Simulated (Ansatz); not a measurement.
## Ligand exchange: C4H4ClN + C3H6AlCl → C4H5N + C3H5AlCl2

Species: C4H4ClN `Clc1ccc[nH]1`, singlet; C3H6AlCl `C=C[CH2][AlH][Cl]`, singlet; C4H5N (pyrrole) `c1cc[nH]c1`, singlet; C3H5AlCl2 `C=C[CH2][Al]([Cl])[Cl]`, singlet. The partners trade Cl for H: C–Cl and Al–H bonds give way to C–H and Al–Cl.

Shapes, held fixed at every level: PBE0-D4/def2-TZVP. Flexible molecules stand in one conformer, not always the lowest. Programs: Ansatz 0.2.0. The zero-point and thermal change to 298 K, harmonic and unscaled (PBE0-D4/def2-TZVP), is +11.3 kJ/mol.

| level | kind | ΔH(298 K) (kJ/mol) | less CCSD(T)/CBS estimate |
| --- | --- | --- | --- |
| HF/def2-TZVPP | Hartree–Fock | -232.7 | -13.9 |
| r2SCAN0-D4/def2-TZVPP | global hybrid | -217.0 | +1.8 |
| wB97M-V/def2-TZVPP | range-separated hybrid | -213.8 | +5.0 |
| wB97X-V/def2-TZVPP | range-separated hybrid | -210.8 | +8.0 |
| B2PLYP/def2-TZVPP | double hybrid | -215.9 | +2.9 |
| MP2/def2-SVP | perturbation theory | -219.4 | -0.6 |
| CCSD/def2-SVP | coupled cluster or CI | -222.2 | -3.4 |
| CCSD(T)/CBS estimate | coupled cluster or CI | -218.8 | 0.0 |

The highest level, CCSD(T)/CBS estimate, gives ΔH(298 K) = -218.8 kJ/mol; the levels span -232.7 to -210.8. The column of differences is taken from that level and isn't an error. No measured value is set beside it here. The CBS estimate extrapolates MP2 from def2-TZVPP and def2-QZVPP and adds CCSD(T) − MP2 in the triple-zeta set, cores frozen.

The exchange is strongly exothermic at every level, so its direction doesn't depend on the treatment of correlation. Both halves of the swap favour the products: aluminium, electropositive and Lewis acidic, gains a strong, polar Al–Cl bond in place of a weaker Al–H bond, while carbon trades C–Cl for a stronger C–H bond. The vibrational contribution works against this, largely because hydrogen moves from a soft Al–H oscillator to a stiffer C–H one.

Hartree–Fock makes the reaction too exothermic relative to the coupled-cluster reference, which means that correlation stabilises the reactants more than the products. This probably reflects the greater correlation energy of the covalent C–Cl bond next to the π system, compared with the more ionic Al–Cl bond. MP2 lies only -0.6 kJ/mol from the reference, but in a small basis this may owe something to cancellation of errors. The energies describe separated monomers, whereas organoaluminium hydrides and chlorides commonly associate through bridges, which could shift the enthalpy in the condensed phase.
